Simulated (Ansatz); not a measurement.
# Pd: pressure and energy change per atom against volume scale

Plane-wave DFT, scalar-relativistic PAW made under PBE with cores redone for the functional, no dispersion; the given relaxed cell is scaled uniformly, energy at zero smearing counts from the unscaled cell, pressure at the given Fermi-Dirac smearing is positive in compression. The results are calculated, by Ansatz 0.2.0.

The cell before it is scaled or strained (space group Pm-3m, No. 221):
```
Pd
1.0
      0.0000     2.5643     2.5643
      2.5643     0.0000     2.5643
      2.5643     2.5643     0.0000
Pd
2
Direct
  0.00000 0.00000 0.00000
  0.50000 0.50000 0.50000
```

Settings of every row: spin polarised yes; functional PBEsol; wave cutoff 420 eV; smearing width 0.05 eV; k mesh 12x12x12.

Atom:
| element | starting moment (Bohr magneton) |
| --- | --- |
| Pd | 0.5 |
| Pd | -0.5 |

Limits: search for a lower magnetic state is off; the cell comes from a prototype or a list of computed structures and needn't be the stable phase.

| row | volume scale | V (Å³/atom) | pressure (GPa) | energy change per atom (meV) |
| --- | --- | --- | --- | --- |
| 1 | 0.88 | 14.838 | 26.87 | 148.69 |
| 2 | 0.92 | 15.513 | 15.66 | 60.54 |
| 3 | 0.96 | 16.187 | 6.97 | 14.17 |
| 4 | 1.04 | 17.536 | -5.04 | 10.91 |
| 5 | 1.08 | 18.211 | -9.12 | 41.34 |
| 6 | 1.12 | 18.885 | ? | ? |

Largest site moment is 0 Bohr magneton in every row.

Question: what pressure and energy change per atom should row 6 give?

Worked fit of pressure. Take u = (V_r/V)^(2/3) − 1 with V_r = 16.187 Å³ an atom, which is twice the finite (Eulerian) strain; such expansions in the strain, on which the Birch-Murnaghan equation of state is built, carry the rest volume and the bulk modulus. The shown rows have u = 0.05973, 0.02876, 0, -0.05197, -0.07554. Least squares give pressure = 6.973 + 279.29 × u + 888.6 × u² GPa; a straight line predicts inner rows, each left out in turn, worse (root mean square 1.8 against 0.12 GPa). The rows lie off it by 0.04, -0.08, 0.00, 0.10, -0.07 (root mean square 0.068 GPa). The pressure vanishes at u = -0.0273, or V = 16.87 Å³ an atom, and there the bulk modulus at fixed shape and fractions is B = −V dP/dV = (2/3)(1 + u) dP/du = 150 GPa. The withheld row has u = -0.09767, so the fit gives 6.973 + 279.29 × (-0.09767) + 888.6 × (-0.09767)² = -11.83 GPa.

The calculation gave -12.24 GPa. The fit lies 0.41 GPa (3.3 % of the value, 1 % of the column's range) above it; its largest miss of a shown row is 0.10 GPa. This row lies beyond the range of the fit.

Worked fit of energy change per atom. Take u = (V_r/V)^(2/3) − 1 with V_r = 16.187 Å³ an atom, which is twice the finite (Eulerian) strain; such expansions in the strain, on which the Birch-Murnaghan equation of state is built, carry the rest volume and the bulk modulus. The shown rows have u = 0.05973, 0.02876, 0, -0.05197, -0.07554. Least squares give energy change per atom = 14.181 + 1089.44 × u + 19313.7 × u² meV; a straight line predicts inner rows, each left out in turn, worse (root mean square 40 against 1.4 meV). The rows lie off it by 0.53, -0.95, -0.01, 1.18, -0.75 (root mean square 0.79 meV). The withheld row has u = -0.09767, so the fit gives 14.181 + 1089.44 × (-0.09767) + 19313.7 × (-0.09767)² = 92.02 meV.

The calculation gave 86.78 meV. The fit lies 5.24 meV (6 % of the value, 3.8 % of the column's range) above it; its largest miss of a shown row is 1.18 meV. This row lies beyond the range of the fit.
